Ansatz 0.2.0, scalar-relativistic PBE without spin polarization for cubic InP (F-43m) at fixed atoms, with PAW, a 420 eV plane-wave cutoff, a 10×10×10 k mesh and Gaussian smearing of 0.02 eV. The band gap is the Kohn–Sham gap on the k mesh, counted as zero where a band crosses the Fermi level or the gap is under half the smearing width.

| volume (Å³/atom) | shortest distance (Å) | band gap (eV) |
| --- | --- | --- |
| 23.289 | 2.473 | 1.134 |
| 24.083 | 2.501 | 0.955 |
| 24.877 | 2.528 | 0.779 |
| 25.167 | 2.538 | 0.716 |
| 25.671 | 2.555 | 0.607 |
| 25.749 | 2.557 | 0.591 |
| 26.465 | 2.581 | 0.441 |
| 27.258 | 2.606 | 0.280 |
| 28.052 | 2.631 | 0.124 |
| 29.111 | 2.664 | 0.000 |

Stretching indium phosphide closes its band gap. From the densest cell to the last one that still has a gap, the shortest distance between In and P grows by only 6 %, yet the gap falls from 1.134 to 0.124 eV. The cubic structure is held fixed while the volume changes, and wherever there is a gap, both edges found on the k mesh lie at Γ, the centre of the Brillouin zone. The gap also falls smoothly, so the same two states are most likely compared throughout, and their separation is remarkably sensitive to the bond length.

One familiar picture gets the direction wrong. Atoms that are moved apart interact less, their levels spread into narrower bands, and narrower bands should leave a wider gap between them. In the table the gap shrinks at every step. The picture assumes that the two bands, once narrowed to atomic levels, would keep the order that they have at the gap, and in InP they would not.

A more tempting explanation starts from the chemical bond. If the gap is the energy between bonding and antibonding states, a longer bond means a weaker splitting and a smaller gap. The direction is now right, but the size is not. Couplings between valence orbitals on neighbouring atoms fall roughly as 1/d², where d is the shortest distance, so the splitting should lose about 12 % over this range, while the computed gap loses 89 %.

A steeper power of d does not rescue the idea. Between the first two rows the gap falls as if it followed the inverse 15th power of the bond length, and between the last two rows with a gap, the inverse 85th. No single power does both, and no inverse power reaches zero at a finite distance. Such behaviour appears whenever a quantity runs steadily towards zero, as a small difference between two larger quantities can.

Theory supplies the two quantities. At Γ the tetrahedral symmetry keeps s and p orbitals from mixing, so each kind forms its own bonding and antibonding states. The bottom of the conduction band is the antibonding s state, pushed up from the atomic s levels; the top of the valence band is the bonding p state, pushed down from the atomic p levels. In the free atoms, however, s lies below p. The bonding has to overcome this atomic order before there is any gap, and what is left over is

gap = S(d) − Δ.

Here S is half the s splitting plus half the p splitting, and Δ is the height of the atomic p levels above the s levels, averaged over In and P. Stretching the crystal reduces S and leaves Δ roughly as it was.

The hydrogen molecule shows what Δ adds. In a simple orbital picture its bonding and antibonding levels come from the same atomic level, so stretching brings them together but never makes them cross. In InP the two edges come from different atomic levels and can change places. The comparison covers only this ordering of levels, since H₂ has neither bands nor p electrons in its bond.

An estimate needs only one gap from the table. Rough atomic levels give Δ ≈ 6.9 eV, and the cell at 26.465 Å³/atom, which is practically free of pressure, has a gap of 0.441 eV, so S there is about 7.34 eV. For the cell at 28.052 Å³/atom, S shrinks by the factor (2.581/2.631)² = 0.962 to 7.06 eV. Subtracting Δ leaves 0.16 eV, where the calculation gives 0.124 eV. A loss of 4 % in S has removed well over half of the gap.

From the densest cell to this one, the same model gives a fall of 0.93 eV, against 1.01 eV in the calculation. The splitting without the offset, set to the same gap at 26.465 Å³/atom, would give 0.06 eV. That contrast decides between the two bond-based explanations: the data call for a subtracted term that stretching hardly weakens. Its size is less certain, because both the offset and the predicted fall depend on the assumed power 2; a steeper power would need a smaller offset. The model also bends the wrong way: against the logarithm of the volume the computed slope steepens slightly, from 5.34 to 5.43 eV, while the model's flattens from 5.27 to 4.75 eV. That this term is the atomic s–p distance is the theoretical part of the argument.

The close agreement in the fall should not be read as a precise test. It treats In and P as equal atoms, although part of the real splitting comes from the difference between them and does not shrink with distance. A rough estimate that includes this difference, and is not set to any computed gap, gives a fall of 0.82 eV, but it puts the gap of the pressure-free cell near 1.7 eV. Set to the computed gap, it would need weaker couplings and is expected to give a clearly smaller fall, so these models account for the sign and the rough size of the trend, not its exact value. When a small gap remains from two large terms, a modest error in either can exceed the gap itself.

The most stretched cell shows where the trend leads. A straight line in the logarithm of the volume, fitted to the gapped rows, would give it a separation of about −0.08 eV, meaning that the s state has dropped below the p states. It then takes two electrons, and the p states, three of equal energy, are left partly filled, so that filled and empty states touch at Γ. The calculation does find filled and empty states touching to within numerical precision, as this order requires. The small smearing entropy of this run, 3.1×10⁻⁵ eV, is also the value expected for three equal levels at Γ that are two-thirds filled, with the s level full below them. The printed zero thus marks a changed order of bands, and the row is left out of the fits.

The volume at which this happens should not be carried over to real InP. PBE makes the gap too small: the measured one is roughly 1.4 eV, while even the cell at 25.167 Å³/atom, close to the measured lattice constant, gives only 0.716 eV, so the closure between 28.052 and 29.111 Å³/atom comes too early. Spin-orbit coupling, which the calculation leaves out, would lower the gap by roughly another 0.04 eV. That is a minor correction in the dense cells but about a third of what remains at 28.052 Å³/atom.

For practical use the slope matters more than the point of closure. Over the nine gapped rows the gap follows a straight line in the logarithm of the volume more closely than it follows the 1/d² law with a free offset; both fits are in the output below. Cell edges longer by 1 % lower the gap by about 0.16 eV. That holds for stretching equally in all directions. In an InP layer that is stretched only in its plane, the volume changes less, because the layer becomes thinner, and the distortion of its shape has an effect of its own.

The same slope affects how computed gaps are compared. The cell at 25.167 Å³/atom has a gap 0.275 eV larger than the pressure-free one, with the same functional and settings. Two calculations of InP can therefore disagree noticeably merely because they use different lattice constants.

Silicon, with the same tetrahedral network, shows how far the rule reaches. Its conduction band has its lowest point far from Γ, in a state that is not purely s-like, and its gap is known to widen slightly when the crystal expands. To guess the trend for another tetrahedral semiconductor, one should therefore first ask where its conduction edge lies. If it is the antibonding s state at Γ, and the valence edge is the bonding p state as in InP, expansion normally narrows the gap, and a material that starts with a small gap has little to lose before the bands change order.

Printed output of the fit:

```
Gap in eV, computed and from the models:
     row  bond_A  computed  splitting_only  splitting_less_offset  unequal_atoms
  23.289   2.473     1.134          0.4802                  1.094           2.32
  24.083   2.501     0.955          0.4696                 0.9174          2.163
  24.877   2.528     0.779          0.4596                 0.7502          2.015
  25.167   2.538     0.716           0.456                 0.6913          1.963
  25.671   2.555     0.607            0.45                 0.5916          1.876
  25.749   2.557     0.591          0.4491                 0.5765          1.862
  26.465   2.581     0.441           0.441                  0.441          1.744
  27.258   2.606      0.28          0.4324                 0.2979          1.619
  28.052   2.631     0.124          0.4242                 0.1615          1.501
  29.111   2.664         0          0.4139               -0.01086          1.352
Rough atomic p-s offset, eV: 6.9
Fall of computed gap from 23.289 to 28.052, eV: 1.01
Same fall, splitting only, eV: 0.05603
Same fall, splitting less offset, eV: 0.9326
Same fall, unequal atoms, eV: 0.8189
Loss of computed gap over this range, percent: 89.07
Loss of a 1/d2 splitting over this range, percent: 11.67
Effective power of d, first two rows: -15.37
Effective power of d, last two gapped rows: -85.1
Computed slope against ln V, first two rows, eV: -5.339
Computed slope against ln V, last two gapped rows, eV: -5.433
Offset model slope, first two rows, eV: -5.27
Offset model slope, last two gapped rows, eV: -4.753
fit of g on 9 rows (g > 0): coefficient of lnv -5.437 +/- 0.0076, constant 18.25 +/- 0.025; rms 0.00111, worst 23.289 0.00239, leave-one-out rms 0.00171
  rows outside the fit (model, value, miss): 29.111 -0.07683, 0, -0.0768
fit of g on 9 rows (g > 0): coefficient of 1/d**2 53.06 +/- 0.46, constant -7.528 +/- 0.071; rms 0.00691, worst 23.289 0.0127, leave-one-out rms 0.0109
  rows outside the fit (model, value, miss): 29.111 -0.05226, 0, -0.0523
Volume where the line in ln V reaches zero, A3 per atom: 28.7
Change of gap for 1 percent longer edges, eV: -0.1623
Gap of database cell less gap at equilibrium, eV: 0.275
```
